\section*{Diffuse step nucleus on a domain wall in the lattice Peierls potential}

\subsection*{1. Geometry and premises}

LiNbO$_3$ (R3c): $z$ is the polar axis, $x$ lies along a hexagonal $a$ axis, and the y-wall lies in the $yz$ plane, $\{11\bar20\}$. The wall sits at $x=u(y,z)$, with $P_z=+P_s$ for $x<u$ and $-P_s$ for $x>u$. The field $E>0$ is along $+z$. The lattice vectors $\mathbf a_1$, $\mathbf a_2$ and the centring vector $(\tfrac23,\tfrac13,\tfrac13)$ project on $x$ as $a$, $-a/2$ and $a/2$. The Peierls period is therefore $c=a/2$. Here $c$ is \emph{not} the hexagonal $c$ parameter.

Premises.
(P1) The internal profile of the wall is rigid, and $u$ is the only slow variable.
(P2) Slopes are small, $|\nabla u|\ll1$.
(P3) The flat-wall energy varies as one harmonic, $V(u)=V_0\sin^2(\pi u/c)$.
(P4) The tilt energy is local. This holds if the bound charge is screened, and is lifted in Sec.~6.
(P5) $\sigma$ and $V_0$ are free energies per area at the working temperature.

Advancing the wall by $u$ reverses a layer of that thickness and changes $-\mathbf P\cdot\mathbf E$ by $-2P_sE$ per volume. Hence
\begin{equation}
F[u]=\int\! dy\,dz\,\Big[\tfrac12\sigma_{ij}\,\partial_iu\,\partial_ju+V(u)-2P_sE\,u\Big].
\label{F}
\end{equation}
For an isotropic tension, $\sigma\sqrt{1+|\nabla u|^2}\simeq\sigma+\tfrac12\sigma|\nabla u|^2$ gives $\sigma_{ij}=\sigma\delta_{ij}$. In general $\sigma_{ij}$ is the stiffness, tension plus its second derivative with respect to tilt. No symmetry of the y-wall reverses $y$ alone, so $\sigma_{yz}\neq0$ is allowed. Below, $\sigma_y,\sigma_z$ denote principal values.

\subsection*{2. Straight step at $E=0$}

Let $u$ depend on $s=\mathbf n\cdot\mathbf r$ and put $\sigma_n=n_i\sigma_{ij}n_j$. The Euler--Lagrange equation is
\begin{equation}
\sigma_n u''=V'(u)=\frac{\pi V_0}{c}\sin\frac{2\pi u}{c},\qquad u(-\infty)=0,\quad u(+\infty)=c .
\end{equation}
Multiply by $u'$ and integrate. Both $u'$ and $V$ vanish at infinity, so the constant is zero:
\begin{equation}
\tfrac12\sigma_nu'^2=V(u)\quad\Rightarrow\quad u'=\sqrt{2V_0/\sigma_n}\,\sin(\pi u/c).
\label{first}
\end{equation}
With $\int d\chi/\sin\chi=\ln\tan(\chi/2)$ for $\chi=\pi u/c$,
\begin{equation}
u(s)=\frac{2c}{\pi}\arctan e^{s/w},\qquad w=\frac{c}{\pi}\sqrt{\frac{\sigma_n}{2V_0}},\qquad
u'=\frac{c}{\pi w}\,\mathrm{sech}\frac{s}{w}.
\label{kink}
\end{equation}
The rise from 10\% to 90\% of $c$ takes $2w\ln\tan(0.45\pi)=3.69\,w$. By \eqref{first} gradient and lattice energies are equal at every point, and the energy density is $\sigma_nu'^2=u'\sqrt{2\sigma_nV}$. Changing variable from $s$ to $u$,
\begin{equation}
\lambda(\mathbf n)=\int_0^c\!\sqrt{2\sigma_nV(u)}\,du=\frac{2c}{\pi}\sqrt{2\sigma_nV_0}=4V_0w .
\label{lam}
\end{equation}
A sharp ledge of height $c$ would cost $\sigma c$. The ratio is $\lambda/\sigma c=(2/\pi)\sqrt{2V_0/\sigma}$, small for $V_0\ll\sigma$. This is the gain from spreading the step.

\subsection*{3. Reduced form and athermal field}

Set $\phi=2\pi u/c$ and measure lengths along the principal axes in $w_y$ and $w_z$, the values of $w$ for $\sigma_y$ and $\sigma_z$. Since $\sigma_ic^2/(4\pi^2w_i^2)=V_0/2$, \eqref{F} becomes
\begin{equation}
F=U_0\!\int\! d^2\rho\,\big[\tfrac12|\nabla\phi|^2+1-\cos\phi-f\phi\big],\quad
U_0=\frac{V_0w_yw_z}{2}=\frac{\sqrt{\sigma_y\sigma_z}\,c^2}{4\pi^2},\quad f=\frac{E}{E_a},
\label{red}
\end{equation}
\begin{equation}
E_a=\frac{\pi V_0}{2cP_s}.
\label{Ea}
\end{equation}
A flat wall is in equilibrium where $\sin\phi_m=f$, that is $V'(u)=2P_sE$. The largest slope of $V$ is $\pi V_0/c$, at $u=c/4$. Metastable positions exist only for $E<E_a$, the athermal field. Neighbouring minima are $2\pi$ apart for any $f<1$, so their energy difference per area is exactly
\begin{equation}
g=2P_sEc=\pi V_0f .
\end{equation}
The barrier is $U_0$ times a function of $f$ alone.

\subsection*{4. Critical nucleus for $E\ll E_a$}

Consider an island one period high, bounded by a step, with all radii of curvature much larger than $w$. Then
\begin{equation}
F=\oint\lambda(\theta)\,dl-gA,\qquad \mathbf n=(n_y,n_z)=(\cos\theta,\sin\theta).
\end{equation}
A normal displacement $\delta\xi$ of the contour gives $\delta F=\oint[(\lambda+\lambda'')\kappa-g]\,\delta\xi\,dl$, with $\kappa$ the curvature and primes meaning $d/d\theta$. A convex contour with support function $h(\theta)$ has $1/\kappa=h+h''$. Stationarity thus gives $h=\lambda/g$ up to a translation: the Wulff shape scaled by $1/g$. Let $A_W$ be the area of $\{\mathbf r:\mathbf r\cdot\mathbf n\le\lambda(\mathbf n)\ \forall\,\mathbf n\}$. Then $A=A_W/g^2$, and $\oint h\,dl=2A$ gives $\oint\lambda\,dl=2gA$. So
\begin{equation}
\Delta G^*=gA=\frac{A_W}{2P_sEc}.
\label{wulff}
\end{equation}
This is a saddle: the least line energy at fixed area, and a maximum under change of scale.

For \eqref{lam}, $\lambda^2=\lambda_y^2\cos^2\theta+\lambda_z^2\sin^2\theta$ in principal axes. This is the support function of an ellipse with semi-axes $\lambda_y,\lambda_z$, where $\lambda_i$ belongs to the step whose \emph{normal} is along $i$. Therefore
\begin{equation}
R_i^*=\frac{\lambda_i}{g},\qquad
\Delta G^*=\frac{\pi\lambda_y\lambda_z}{2P_sEc}=\frac{8cV_0\sqrt{\det\sigma_{ij}}}{2\pi P_sE}=\frac{32\,U_0}{f},\qquad
\frac{R_i^*}{w_i}=\frac{4}{\pi f}.
\label{main}
\end{equation}
The reduced form confirms the factor: the line energy is 8, the drive is $2\pi f$, and $\pi\,8^2/(2\pi f)=32/f$.

\emph{Accuracy.} The radial equation is $\phi''+\phi'/\rho=\sin\phi-f$. Write $\phi=\phi_0(s)+f\phi_1$, $s=\rho-R$, $\phi_0'=-2\,\mathrm{sech}\,s$. At order $f$,
\begin{equation}
-\phi_1''+\cos\phi_0\,\phi_1=1-\frac{2}{fR}\,\mathrm{sech}\,s .
\end{equation}
The operator on the left annihilates $\mathrm{sech}\,s$, so the source must be orthogonal to it: $\pi-4/(fR)=0$, which is $R=4/(\pi f)$ again. An energy term of order $f^0$ could come from $\int s\,e(s)\,ds$, with $e$ the step energy density, or from $f\int(\phi_0-2\pi\Theta(-s))\,ds$. Both integrands are odd in $s$. The first correction to \eqref{main} is of relative order $f^2$.

\emph{Merz form.} Nuclei form at a rate per area $J=J_0e^{-\Delta G^*/k_BT}$, and steps then spread at speed $v_s$. On a large wall a layer is completed in a time $\tau$ with $J\tau(v_s\tau)^2\sim1$. Hence
\begin{equation}
v=\frac{c}{\tau}\sim c\,(J_0v_s^2)^{1/3}e^{-\delta/E},\qquad \delta=\frac{E\,\Delta G^*}{3k_BT}=\frac{A_W}{6P_sc\,k_BT}.
\label{merz}
\end{equation}
The activation field $\delta$ is independent of $E$, as in the Merz law. The prefactor $v_0$ varies only as a power of $E$. On a wall smaller than $v_s\tau$, one nucleus completes a layer and the factor 3 is absent.

\subsection*{5. Approach to $E_a$}

Equation \eqref{main} gives $32U_0$ at $f=1$ and cannot be used there. Put $\phi=\phi_m+\eta$, $k=\cos\phi_m=\sqrt{1-f^2}$. The local energy is $\tfrac12k\eta^2-\tfrac16f\eta^3+O(k\eta^4)$. Substitute $\eta=(2k/f)\psi$, $\boldsymbol\rho=\mathbf t/\sqrt k$:
\begin{equation}
F=\frac{4k^2}{f^2}U_0\,S[\psi],\qquad S=\int\! d^2t\,\big[\tfrac12|\nabla\psi|^2+\tfrac12\psi^2-\tfrac13\psi^3\big].
\end{equation}
Higher terms drop out since $\eta\sim k\to0$. The saddle value $S^*$ is a pure number: the least, over escape paths, of the highest $S$ on the path. Any ray $\mu\psi$ is such a path. With $\mathcal A=\int|\nabla\psi|^2$, $\mathcal B=\int\psi^2$, $\mathcal C=\int\psi^3$, its maximum over $\mu$ is $(\mathcal A+\mathcal B)^3/6\mathcal C^2$. For $\psi=e^{-t^2/2\beta}$: $\mathcal A=\pi$, $\mathcal B=\pi\beta$, $\mathcal C=2\pi\beta/3$, giving $(3\pi/8)(1+\beta)^3/\beta^2$, least at $\beta=2$. So $S^*\le81\pi/32=7.95$, and with $k^2\simeq2(1-f)$,
\begin{equation}
\Delta G^*\simeq8S^*U_0\,(1-E/E_a)\le 63.6\,U_0\,(1-E/E_a),\qquad E\to E_a .
\end{equation}
The barrier vanishes linearly. The nucleus is then a shallow bulge of height $\propto(1-f)^{1/2}$ and radius $\propto w(1-f)^{-1/4}$, with no step.

\subsection*{6. Bound charge on the steps}

The unnormalised wall normal is $(1,-\partial_yu,-\partial_zu)$, so the jump of $\mathbf P$ leaves a charge $\varsigma=-2P_s\,\partial_zu$ per projected area. Steps running along $z$ are neutral. All others carry charge. Take relative permittivities $\varepsilon_a$ ($\perp z$) and $\varepsilon_c$ ($\parallel z$). Poisson's equation for a sheet at $x=0$ gives a potential $\propto e^{-\kappa_q|x|}$ with $\kappa_q^2=q_y^2+q_z^2\varepsilon_c/\varepsilon_a$, and the field jump fixes its amplitude as $\varsigma_{\mathbf q}/2\varepsilon_0\varepsilon_a\kappa_q$. Thus
\begin{equation}
F_{\rm el}=\frac12\int\!\frac{d^2q}{(2\pi)^2}\,\frac{4P_s^2q_z^2|u_{\mathbf q}|^2}{2\varepsilon_0\sqrt{\varepsilon_a(\varepsilon_aq_y^2+\varepsilon_cq_z^2)}} .
\label{el}
\end{equation}
The kernel is first order in $q$ and is not a stiffness. For the profile \eqref{kink}, $|qu_q|=c\,\mathrm{sech}(\pi qw/2)$. The opposite charge at distance $L$ cuts the integral at $q\sim1/L$. The energy per length is
\begin{equation}
\lambda_{\rm el}=\frac{(2P_sc)^2\sin^2\theta}{4\pi\varepsilon_0\varepsilon(\theta)}\int_{1/L}^\infty\!\frac{dq}{q}\,\mathrm{sech}^2\frac{\pi qw}{2},\qquad
\varepsilon(\theta)=\varepsilon_a\sqrt{1-(1-\varepsilon_c/\varepsilon_a)\sin^2\theta},
\end{equation}
and the integral is $\Lambda=\ln(L/w)+O(1)$. Take isotropic $\sigma$, with step energy $\lambda_0$ and width $w_0$, and set $\varepsilon(\theta)\simeq\varepsilon_a$:
\begin{equation}
\lambda(\theta)=\lambda_0+\lambda_1\sin^2\theta,\qquad \lambda_1=\Lambda\lambda_e,\qquad \lambda_e=\frac{(2P_sc)^2}{4\pi\varepsilon_0\varepsilon_a},\qquad r=\frac{\lambda_1}{\lambda_0}.
\label{lamel}
\end{equation}
This is not an elliptical plot, so \eqref{wulff} replaces \eqref{main}. The Wulff contour is, with $p=\sin\theta$,
\begin{equation}
Y=\lambda\cos\theta-\lambda'\sin\theta=\lambda_0\sqrt{1-p^2}\,(1-rp^2),\qquad
Z=\lambda\sin\theta+\lambda'\cos\theta=\lambda_0\,p\,(1+2r-rp^2).
\end{equation}
For $r>1$, $Y$ reaches zero at $p^2=1/r$, where $Z=2\sqrt{\lambda_0\lambda_1}$. The nucleus is a lens with pointed tips along $z$, and the fully charged step never appears. Its area is $4\int Y\,dZ$:
\begin{equation}
\frac{A_W}{\lambda_0^2}=4\!\int_0^{r^{-1/2}}\!\!\sqrt{1-p^2}\,(1-rp^2)(1+2r-3rp^2)\,dp\;\xrightarrow{\,r\gg1\,}\;\frac{16}{3}\sqrt r .
\label{lens}
\end{equation}
The barrier scales as $\lambda_0^{3/2}\lambda_1^{1/2}/E$, the structure of the Miller--Weinreich result with the diffuse $\lambda_0$ in place of $\sigma c$. It remains Merz-like up to the slow drift of $\Lambda$ with $E$.

\emph{Value of $\Lambda$.} The two steps that face each other at the same $z$ have the same $n_z$ and carry like charge. The opposite charge lies along $z$, so $L$ is set by the height of the lens. For $r\gg1$ the nucleus has half-width $Y_0(1-t^2)$, with $t=z/Z_0$, $Y_0=\lambda_0/g$ and $Z_0=2\sqrt r\,Y_0$. Each step then carries a charge $\mu\propto t$ per unit $z$. Stretching $z$ makes the medium isotropic and turns $Z_0$ into $\tilde Z=Z_0\sqrt{\varepsilon_a/\varepsilon_c}$. At a distance $d=\epsilon\tilde Z\ll\tilde Z$ from such a line the potential is $\mu/4\pi\varepsilon_0\varepsilon_a$ times the bracket in
\begin{equation}
\int_{-1}^{1}\frac{t'\,dt'}{\sqrt{(t-t')^2+\epsilon^2}}\simeq t\Big[\ln\frac{4(1-t^2)}{\epsilon^2}-2\Big].
\end{equation}
A step feels its own charge at $d=w_c$, the short cut-off, and that of the facing step at $d=2Y_0(1-t^2)$. The energy per length is half of charge times potential, so $\Lambda$ is half the sum of the two brackets, in which $t$ cancels:
\begin{equation}
\Lambda=\ln\frac{2\tilde Z^2}{Y_0w_c}-2=\ln\frac{8\Lambda\lambda_e\varepsilon_a}{\varepsilon_c\,g\,w_c}-2 .
\label{Lself}
\end{equation}
The second form is solved for $\Lambda$.

\emph{Broadening by charge.} For trial width $w=\xi w_0$ the gradient and lattice energies are $\sigma c^2/\pi^2w$ and $2V_0w$. With $\varrho=\lambda_e\sin^2\theta/\lambda_0$ the $\xi$-dependent energy is $\lambda_0[\tfrac12(\xi+1/\xi)-\varrho\ln\xi]$. Its minimum is at $\xi=\varrho+\sqrt{1+\varrho^2}$ and lies below the fixed-width value by $\lambda_0[1+\varrho\,\mathrm{arsinh}\varrho-\sqrt{1+\varrho^2}]$. On the lens $\varrho\le1/\Lambda$.

\subsection*{7. Range of validity}

\begin{itemize}
\item Equation \eqref{main} needs $f\ll1$ and a local quadratic tilt energy. Unscreened charge is negligible only for $r\ll1$.
\item Small slope: $u'_{\max}=\sqrt{2V_0/\sigma}<1$. For $V_0\sim\sigma$, P1--P3 fail and the step is atomically sharp.
\item Continuum: rows along $z$ are spaced by $b=a/\sqrt3$ in $y$. Summing $V_0\,\mathrm{sech}^2(s/w)$ over rows (Poisson formula) modulates the lattice half of $\lambda$ with relative amplitude $2X/\sinh X$, $X=\pi^2w/b$. If this is large, $v_s$ is itself activated.
\item Fluctuations: in \eqref{red}, $\langle[\phi(\rho)-\phi(0)]^2\rangle=(k_BT/\pi U_0)\ln\rho$ without the cosine. So $\cos\phi$ has scaling dimension $k_BT/4\pi U_0$ and is irrelevant above 2. The local model roughens at $k_BT_R=8\pi U_0=2\sqrt{\sigma_y\sigma_z}\,c^2/\pi$ (for weak $V_0$), where $\lambda\to0$. Well before $T_R$, $V_0$ of P5 falls below its $T=0$ value. With \eqref{el} the integral $\int d^2q\,\langle|u_{\mathbf q}|^2\rangle$ converges at small $q$, and the unscreened wall does not roughen.
\item $\Delta G^*\gg k_BT$, and $E_a$ below the field at which the reversed bulk domain itself becomes unstable.
\item No defects, surfaces or domain corners. These pin walls, and they also supply steps at lower cost.
\end{itemize}

\subsection*{8. Illustration: LiNbO$_3$ y-wall, 300 K}

Inputs, typical or approximate: $a\approx5.15$ \AA, $P_s\approx70\ \mu$C/cm$^2$, clamped $\varepsilon_a\approx44$, $\varepsilon_c\approx29$, $\sigma\approx160$ mJ/m$^2$, taken as isotropic stiffness. Assumed: $V_0=20$ mJ/m$^2$, the least certain input, and $E=20$ kV/mm. All results are the model's.

Step: $c=2.575$ \AA, $w_0=1.64$ \AA\ (10--90\% width $6.0$ \AA), $\lambda_0=13.1$ pJ/m, against $\sigma c=41.2$ pJ/m. The largest slope is $0.50$, so P2 is only fair: the next term of the square root is a fraction $u'^2/4=0.06$ of the gradient energy at the step centre. Scales: $E_a=174$ kV/mm, $U_0=1.68$ meV, $f=0.115$, $g=7.21$ mJ/m$^2$.

\emph{Screened steps}, \eqref{main} with $\lambda_y=\lambda_z=\lambda_0$: $R^*=1.82$ nm $=11.1\,w_0$ and
\begin{equation}
\Delta G^*=0.47\ \text{eV},\qquad \delta=1.2\times10^2\ \text{kV/mm}.
\end{equation}
Here $f^2=0.013$. Discreteness: $b=2.97$ \AA, $X=5.44$, modulation $0.09$. Roughening: $k_BT_R=42$ meV against $k_BT=25.9$ meV, so P5 matters.

\emph{Unscreened steps}: $\lambda_e=26.5$ pJ/m, twice $\lambda_0$, so the term left out of \eqref{F} dominates. In \eqref{Lself}, $w_c=w_0$ gives $\Lambda=5.27$. Charge spread over an assumed wall thickness, $w_c=0.5$ nm, gives $\Lambda=3.84$. For the latter: $r=7.8$, $A_W=15.1\,\lambda_0^2$, half-height $10.1$ nm, and
\begin{equation}
\Delta G^*=2.2\ \text{eV},\qquad \delta=5.8\times10^2\ \text{kV/mm}.
\end{equation}
For $\Lambda=5.27$ the barrier is $2.6$ eV, which shows the sensitivity to the short cut-off. Smaller effects at the tips for $\Lambda=3.84$: $\varepsilon_a/\varepsilon(\theta)=1.02$, and broadening by $\xi=1.3$ lowers $\lambda=2\lambda_0$ by $0.03\,\lambda_0$. The ellipse formula with $\lambda_z=\lambda_0+\lambda_1$ would give $4.1$ eV, too high because it counts orientations that the lens avoids.

\emph{Onset of motion.} Assume $v_0\sim1$ km/s and require $v=1\ \mu$m/s, so $\delta/E=\ln10^9=20.7$. The model's onset field is $5.8$ kV/mm with screening and $28$ kV/mm without; the drift of $\Lambda$ with $E$, neglected here, lowers the latter slightly. The defect-free model must be set against defect-poor, near-stoichiometric crystals, whose walls typically move at a few kV/mm. The larger field usual for congruent crystals is set by point defects, so it is accidental that the second number is of the same order. Screening by conduction is slow in this insulator at room temperature, which makes the unscreened case the relevant one, and it lies high by roughly a factor of five to fifteen. A smaller $V_0$ would narrow the gap, since $\delta\propto V_0^{3/4}$ for $r\gg1$ by \eqref{lam} and \eqref{lens}, as would step sources at surfaces and domain corners.